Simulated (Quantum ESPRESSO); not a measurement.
# Lattice constants of wurtzite Al0.1Ga0.9N in Quantum ESPRESSO: LDA, PBEsol, PBE and PBE+D3(BJ), with k-mesh and cutoff

The same atoms in the same arrangement take up a different volume under each approximate functional, although the bonds are strong and the alloy is only lightly mixed. The size of this effect matters for nitride transistors and light emitters, where a small lattice mismatch between an AlGaN layer and GaN sets the strain and part of the polarisation charge at the interface. The lattice constants $a$ and $c$ of a 16-atom cell, AlGa$_7$N$_8$, which stands for Al$_{0.1}$Ga$_{0.9}$N with one Al among its eight metal atoms, are calculated here with several functionals and numerical settings. Differences are taken against PBE at cutoffs of 40/200 Ry and a 3×3×4 mesh; no measured row is available for comparison.

## Computational details

The cell: 2x2x1 conventional cells of the GaN type (16 atoms: 8 N, 1 Al, 7 Ga); Ga/Al share their sites, the best of 600 random draws by like-pair counts in two shells; start lattice by linear mixing of the end members' cells; atoms moved at random by 0.02 Å. In each row cell and atoms were relaxed at the level named, from that start or from the relaxed cell that the row names. Program: Quantum ESPRESSO 7.5; GBRV 1.5 ultrasoft pseudopotentials; no spin polarisation, no spin-orbit coupling unless named. The same in all rows: atoms in the cell: 16.0000; composition of the cell: AlGa7N8.

Notes on method and selection:

- A finite supercell with one arrangement stands for the random alloy; its composition is rounded to whole atoms.
- The lattice is static: no zero-point motion and no thermal expansion, which in most solids lengthen room-temperature lattice constants by a few tenths of a per cent.
- Left out: PBE, 16-atom cell, GBRV ultrasoft potentials, cutoffs 24/120 Ry, k-mesh 3x3x4, cell and atoms relaxed from the pbe geometry (it kept a pressure over 0.5 GPa in magnitude, with negative sign).
- Runs that didn't converge or were made unsound on purpose aren't shown.
- Rows that restart from another level's relaxed cell stop once the stress is under the tolerance, so small changes are hidden.
- Runs that did not converge, have known faults or may not be shown are not listed, and runs on Ansatz's PAW sets soft_1 and soft_2 are kept to separate tables.

Columns:

- residual pressure (GPa): pressure left in the cell.
- k-mesh: k-point mesh.
- a (Å): lattice constant a of the mean conventional cell.
- c (Å): lattice constant c of the mean conventional cell.

## Data

| member | residual pressure (GPa) | k-mesh | a (Å) | c (Å) |
| --- | --- | --- | --- | --- |
| PBE+D3(BJ), GBRV ultrasoft potentials, cutoffs 40/200 Ry, from the PBE cell, 16 atoms, 3×3×4 | 0.03 | 3×3×4 | 3.1828 | 5.1790 |
| PBE, GBRV ultrasoft potentials, cutoffs 40/200 Ry, from the PBE cell, 16 atoms, 2×2×3 | 0.02 | 2×2×3 | 3.2055 | 5.2091 |
| PBE, GBRV ultrasoft potentials, cutoffs 52/260 Ry, from the PBE cell, 16 atoms, 3×3×4 | 0.08 | 3×3×4 | ? | ? |
| PBE, GBRV ultrasoft potentials, cutoffs 40/200 Ry, 16 atoms, 3×3×4 | −0.08 | 3×3×4 | 3.2049 | 5.2148 |
| PBEsol, GBRV ultrasoft potentials, cutoffs 40/200 Ry, 16 atoms, 3×3×4 | −0.01 | 3×3×4 | 3.1719 | 5.1611 |
| LDA, GBRV ultrasoft potentials, cutoffs 40/200 Ry, 16 atoms, 3×3×4 | 0.06 | 3×3×4 | 3.1438 | 5.1185 |

Cells marked ? are withheld until the estimate has been made.

## Interpretation

At 40/200 Ry and the 3×3×4 mesh, $a$ rises from LDA through PBEsol and PBE+D3(BJ) to PBE, and $c$ follows the same order. From LDA to PBE the gain in $a$ is 3.2049 − 3.1438 = 0.0611 Å, or 0.0611 / 3.2049 = 1.9 % of the PBE value; in $c$ it is 5.2148 − 5.1185 = 0.0963 Å, or 1.8 %. The cell therefore swells almost evenly, as expected when all the bonds of a tetrahedral network lengthen together.

The cause lies in how exchange and correlation treat an uneven density. LDA usually binds too strongly. The gradient terms of PBE lower the energy of separated atoms, where the density varies more strongly, relative to that of the compact solid, so the bonds weaken and lengthen. PBEsol has a weaker gradient dependence in exchange and falls between the two, 0.0330 Å below PBE in $a$.

The D3(BJ) term adds a dispersion energy that falls as the atoms approach, levelling off at short range, and so pulls the lattice inwards. It shortens $a$ by 3.2049 − 3.1828 = 0.0221 Å and $c$ by 0.0358 Å, 0.7 % in each case.

The coarser 2×2×3 mesh changes $a$ by only +0.0006 Å, about a hundredth of the step from LDA to PBE. The change in $c$ is larger, −0.0057 Å, but it cannot be credited to the mesh alone. The two cells were left at different residual pressures, −0.08 and 0.02 GPa (a positive value means that the cell would still expand), and the volume change of 2 × 0.02 − 0.11 = −0.07 % is of the size that such a pressure difference gives in a solid with a bulk modulus of roughly 200 GPa. Incomplete relaxation may thus account for much of the volume change, though a uniform pressure would not by itself move $a$ and $c$ in opposite directions.

## Blind estimate

Plain estimates from the members shown:

- PBE, GBRV ultrasoft potentials, cutoffs 52/260 Ry, from the PBE cell, 16 atoms, 3×3×4, mean of the 5 members shown: 3.1818 Å, standard deviation 0.023

The mean of the five members, 3.1818 Å, mixes functionals and is of little use for a row that differs from a shown PBE row only in its cutoffs and starting cell. The better estimate is the $a$ of PBE at 40/200 Ry and 3×3×4, 3.2049 Å.

Two points argue against a shift. The run starts from the relaxed PBE cell and stops once the stress is within tolerance, so the cell may hardly move. The residual pressures fit this picture: they go from −0.08 GPa at 40/200 Ry to 0.08 GPa at 52/260 Ry. An incomplete plane-wave basis adds a spurious negative pressure, which a higher cutoff reduces, so a rise of this sign can occur in an unchanged cell.

If the rise came instead from a real, even contraction, a bulk modulus of roughly 200 GPa would give a relative change in $a$ of 0.16 / (3 × 200) = 0.0003, or about 0.001 Å. This is a bound on the likely movement and is not applied as a correction.

The same route can be tried on the 2×2×3 row, which also restarts from the PBE cell. It predicts 3.2049 Å against the tabulated 3.2055 Å, a miss of 0.0006 Å. That single miss is taken as the standard deviation, which makes the error bar itself uncertain.

**Committed estimate, PBE, GBRV ultrasoft potentials, cutoffs 52/260 Ry, from the PBE cell, 16 atoms, 3×3×4: a = 3.2049 ± 0.0006 Å.**

## The answer

| member | residual pressure (GPa) | k-mesh | a (Å) | c (Å) |
| --- | --- | --- | --- | --- |
| PBE, GBRV ultrasoft potentials, cutoffs 52/260 Ry, from the PBE cell, 16 atoms, 3×3×4 | 0.08 | 3×3×4 | 3.2073 | 5.2186 |

| member | estimate | a (Å) | computed | estimate − computed | miss in error bars |
| --- | --- | --- | --- | --- | --- |
| PBE, GBRV ultrasoft potentials, cutoffs 52/260 Ry, from the PBE cell, 16 atoms, 3×3×4 | committed | 3.2049 | 3.2073 | −0.0024 | 4.0 |
| PBE, GBRV ultrasoft potentials, cutoffs 52/260 Ry, from the PBE cell, 16 atoms, 3×3×4 | mean | 3.1818 | 3.2073 | −0.0255 |  |

The computed $a$ is 3.2073 Å, 0.0024 Å above the estimate and four error bars away. The estimate still came much closer than the mean of the five members, which was 0.0255 Å too low. Taking the PBE row as the starting point was sound, but the assumption that the restarted cell would hardly move was wrong. The residual pressures were misread as well: they show how far each cell still is from rest, not how far it has moved. The bound drawn from them considered only a contraction, and the cell expanded.

The expansion is nearly even, 0.0024 / 3.2049 = 0.07 % in $a$ and 0.0038 / 5.2148 = 0.07 % in $c$. These figures understate the effect of the cutoff, because the cell at 40/200 Ry, left at −0.08 GPa, would still shrink, while the one at 52/260 Ry, left at 0.08 GPa, would still expand. With a bulk modulus of roughly 200 GPa this adds 0.16 / (3 × 200) × 3.2049 = 0.0009 Å, so at zero pressure the step in $a$ is about 0.0024 + 0.0009 = 0.0033 Å, or 0.0033 / 3.2049 = 0.10 %. The sign of the step is that expected from an incomplete plane-wave basis, whose spurious negative pressure draws the cell inwards until a higher cutoff lets it relax outwards. Only two cutoffs are compared, since the run at 24/120 Ry was left out. The error bar rested on a single change of k-mesh, which carries no information about the cutoff.

## Residuals

LDA lies farthest from the rest in $a$, 3.1719 − 3.1438 = 0.0281 Å below the next row, PBEsol. Its usual overbinding has the right sign and can explain the short lattice constants without any numerical fault.

The PBE row with the 2×2×3 mesh stands out in shape, not in size. Its ratio $c/a$ is 5.2091 / 3.2055 = 1.6251, while the other five rows lie between 1.6271 and 1.6281. Compared with PBE at the same cutoffs and the finer mesh, $a$ is slightly longer and $c$ is shorter by 0.0057 Å. The two rows differ by 0.02 + 0.08 = 0.10 GPa in residual pressure. Allowing for this with the same bulk modulus lengthens $a$ and $c$ of the coarser-mesh row slightly relative to the other, but $c$ stays clearly shorter and $a$ longer. Uniform residual pressure therefore does not explain this change of shape in a crystal of nearly even stiffness. Coarser sampling, which can alter the stress along $c$ and in the plane differently, is the likelier cause, though a small uneven stress left at the end of the relaxation could contribute.

## Conclusions and limits

For this cell the functional matters far more than the settings shown: $a$ spans 0.0635 Å over all six rows but only 0.0024 Å over the three PBE rows, and somewhat more once their residual pressures are allowed for. That small spread applies only to the two cutoffs shown, 40/200 and 52/260 Ry, because the run at 24/120 Ry was left out. No row above 52/260 Ry shows whether $a$ has settled there.

A further PBE row in this range can be estimated from the 40/200 Ry row to about 0.003 Å in $a$. The two trials missed by 0.0006 and 0.0024 Å, and the larger miss would grow if both cells were brought to zero pressure. In practice, a misfit strain taken from one cell at 40/200 Ry and another at 52/260 Ry could carry an error of about 0.10 %, so both cells should be relaxed at the same cutoffs and closer to zero pressure than here.

Zero-point motion and thermal expansion would lengthen the lattice by a few tenths of a per cent. This is less than the 2 % spread between functionals but more than the spread in $a$ among the PBE rows.
